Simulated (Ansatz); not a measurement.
A ladder of methods for H3PO (SMILES O=[PH3])

H3PO has 5 atoms, charge 0, and is taken as a singlet. As SMILES, `O=[PH3]`. The shape is that of a GFN2-xTB optimisation.

```
atom    x (Å)    y (Å)    z (Å)
   O  -1.3820  -0.3283   0.5330
   P  -0.0585  -0.0146   0.0225
   H   0.8071   0.5649   0.9394
   H   0.6637  -1.0983  -0.4549
   H  -0.0302   0.8764  -1.0400
```

Quantity: the energy change with the O1–P2 bond stretched from 1.453 to 3.632 Å, in eV. The values are calculated.

```tsv
level	kind	program	value (eV)	less FCI/STO-3G
HF/STO-3G (restricted)	Hartree–Fock	Ansatz	1.18	-0.30
MP2/STO-3G (restricted)	perturbation theory	Ansatz	2.09	+0.61
CCSD(T)/STO-3G (restricted)	coupled cluster or CI	Ansatz	1.46	-0.02
CCSDT(Q)/STO-3G (restricted)	coupled cluster or CI	Ansatz	1.48	0.00
FCI/STO-3G	exact in the basis	Ansatz	1.48	0.00
```

FCI/STO-3G is exact within its basis and frozen core, so for wave-function methods in that basis the difference is their error. The first shape isn't each level's own minimum. The values span 1.18 to 2.09 eV. All rows use very small basis sets, so none should be taken for the real molecule's value.

Correlation strengthens the P–O bond on balance: Hartree–Fock puts the stretching energy 0.30 eV too low, while MP2 overcorrects and ends 0.61 eV too high. The bond is largely a phosphorus lone pair donated to oxygen, so stretching on the singlet surface leads towards PH3 and a singlet oxygen atom with near-degenerate p configurations. Second-order perturbation theory probably recovers too little of that static correlation at the stretched end. CCSD(T) comes within 0.02 eV of the exact result, so the multireference character seems manageable for coupled cluster at this distance.

Even the exact 1.48 eV is far too small for a phosphine oxide, whose P–O bond is known to be strong. The likely cause is the lack of d polarisation functions on phosphorus, which are needed to describe its polarisation and the back-donation from oxygen lone pairs into P–H antibonding orbitals. The singlet constraint cannot explain the shortfall, since separation to ground-state triplet oxygen would cost less still.
